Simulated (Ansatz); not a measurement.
## Ligand exchange: GeH4 + GaH(CH3)(SH) → GeH3(SH) + GaH2(CH3)

Gas-phase species: GeH4 (germane) `[GeH4]`, singlet; GaH(CH3)(SH), singlet; GeH3(SH), singlet; GaH2(CH3), singlet. The partners trade H for SH: Ge–H and Ga–SH bonds give way to Ge–SH and Ga–H.

Shapes, held fixed at every level: PBE0-D4/def2-TZVP. Flexible molecules stand in one conformer, not always the lowest. Programs: Ansatz 0.2.0. Electronic energies: no zero-point or thermal term.

| level | kind | ΔE (kJ/mol) | less CCSD(T)/def2-TZVPP |
| --- | --- | --- | --- |
| HF/def2-SVP | Hartree–Fock | +67.1 | -1.8 |
| HF/def2-TZVPP | Hartree–Fock | +62.8 | -6.1 |
| SPW92/def2-TZVPP | LDA | +72.5 | +3.6 |
| wB97X-V/def2-TZVPP | range-separated hybrid | +65.0 | -3.9 |
| B2PLYP/def2-TZVPP | double hybrid | +68.0 | -0.9 |
| CCSD(T)/def2-SVP | coupled cluster or CI | +75.6 | +6.7 |
| CCSD(T)/def2-TZVPP | coupled cluster or CI | +68.9 | 0.0 |

The highest level, CCSD(T)/def2-TZVPP, gives ΔE = +68.9 kJ/mol; the levels span +62.8 to +75.6. The column of differences is taken from that level and isn't an error. No measured value is set beside it here. Relativity is left out for Ga, Ge. Outer-core shells of Ga, Ge are correlated, in sets that cover them unevenly.

The exchange is clearly uphill in electronic energy at every level: SH favours gallium over germanium, relative to hydride. The main reason is probably the empty 4p orbital on three-coordinate gallium, which can accept density from a sulfur lone pair. Tetravalent germanium offers only higher-lying σ* orbitals for this. Gallium is also the more electropositive partner, so replacing hydride with the more electronegative thiolate should bring a larger polar stabilisation there. The energies alone don't separate these two contributions.

Hartree–Fock already recovers most of the preference, which suggests that it originates mainly in electrostatics and orbital mixing, with correlation strengthening it modestly. The close match of HF/def2-SVP to the highest level is fortuitous: the smaller basis raises the reaction energy, while missing correlation lowers it. B2PLYP comes closest in the larger basis, but one reaction can't establish a general ranking of methods. Nor does the result carry over directly to condensed phases, where gallium hydrides and thiolates commonly associate through bridging ligands.
